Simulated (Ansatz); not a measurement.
# Isomers of C3H5F3

3 of its isomers, all singlets with charge 0: A = `CC(F)C(F)F`; B = 1,2,3-trifluoropropane `FCC(F)CF`; C = 1,1,1-trifluoropropane `CCC(F)(F)F`.

Shapes, held fixed at every level: PBE0-D4/def2-TZVP. Flexible molecules stand in one conformer, not always the lowest. Programs: Ansatz 0.2.0.

A:

```xyz
11

C    -0.1014    1.1657   -0.5320
C     0.1217   -0.3213   -0.5083
F     1.3964   -0.6192   -0.9578
C    -0.0108   -0.9366    0.8725
F    -1.3081   -0.8620    1.2638
F     0.7316   -0.2620    1.7791
H     0.6263    1.6707    0.1034
H    -0.0020    1.5363   -1.5526
H    -1.1053    1.3981   -0.1724
H    -0.5862   -0.8419   -1.1626
H     0.3033   -1.9849    0.8874
```

B:

```xyz
11

F    -0.5893    1.4089    1.2279
C     0.5896    0.9121    0.7118
C     0.3825   -0.4491    0.1025
F     0.2171   -1.3878    1.1030
C    -0.8044   -0.4974   -0.8235
F    -0.7894   -1.6699   -1.5449
H     1.3188    0.8460    1.5231
H     0.9514    1.6110   -0.0490
H     1.2886   -0.7202   -0.4537
H    -0.7668    0.3410   -1.5263
H    -1.7327   -0.4515   -0.2503
```

C:

```xyz
11

C    -0.2143   -1.0556    0.7584
C     0.2860   -0.3075   -0.4636
C     0.0255    1.1716   -0.3934
F    -1.2841    1.4489   -0.2985
F     0.4821    1.8009   -1.4860
F     0.6228    1.7392    0.6657
H     0.2744   -0.6991    1.6665
H    -0.0034   -2.1210    0.6581
H    -1.2917   -0.9351    0.8810
H     1.3638   -0.4310   -0.5920
H    -0.1955   -0.6683   -1.3755
```

Electronic energies in kJ/mol, without zero-point or thermal terms.

| level | kind | B − A | C − A |
| --- | --- | --- | --- |
| HF/def2-SVP | Hartree–Fock | +53.4 | -67.0 |
| PBE-D4/def2-TZVPP | GGA | +47.6 | -58.9 |
| BHLYP-D4/def2-TZVPP | global hybrid | +46.4 | -58.9 |
| PBE0-D4/def2-TZVPP | global hybrid | +48.5 | -62.6 |
| r2SCAN0-D4/def2-TZVPP | global hybrid | +51.7 | -66.7 |
| wB97M-V/def2-TZVPP | range-separated hybrid | +48.9 | -62.0 |
| MP2/def2-SVP | perturbation theory | +61.3 | -76.7 |
| CCSD(T)/CBS estimate | coupled cluster or CI | +47.6 | -59.4 |

The highest level, CCSD(T)/CBS estimate, puts C lowest of these. All levels agree on that. The B − A difference spans +46.4 to +61.3 kJ/mol over the levels. The CBS estimate extrapolates MP2 from def2-TZVPP and def2-QZVPP and adds CCSD(T) − MP2 in the triple-zeta set, cores frozen.

The energy falls as fluorine gathers on one carbon: B, with no geminal pair, lies highest, A with one CF2H-type centre lies between, and C with its CF3 group is lowest. Geminal C–F bonds strengthen one another through donation from fluorine lone pairs into neighbouring C–F σ* orbitals, and through attraction between the increasingly positive carbon and its fluorines. Spreading the fluorines out forgoes this gain and leaves polarised C–F bonds on adjacent carbons. The gain is not simply additive per geminal pair: going from A to C creates two more pairs, yet at the coupled-cluster level it yields 59.4 kJ/mol, against 47.6 for the first.

Hartree–Fock already gives the full ordering, so the preference does not depend on electron correlation. MP2 exaggerates both gaps most, probably in large part because its small basis describes the polar C–F bonds unevenly. The total energies alone cannot separate the hyperconjugative from the electrostatic contribution.
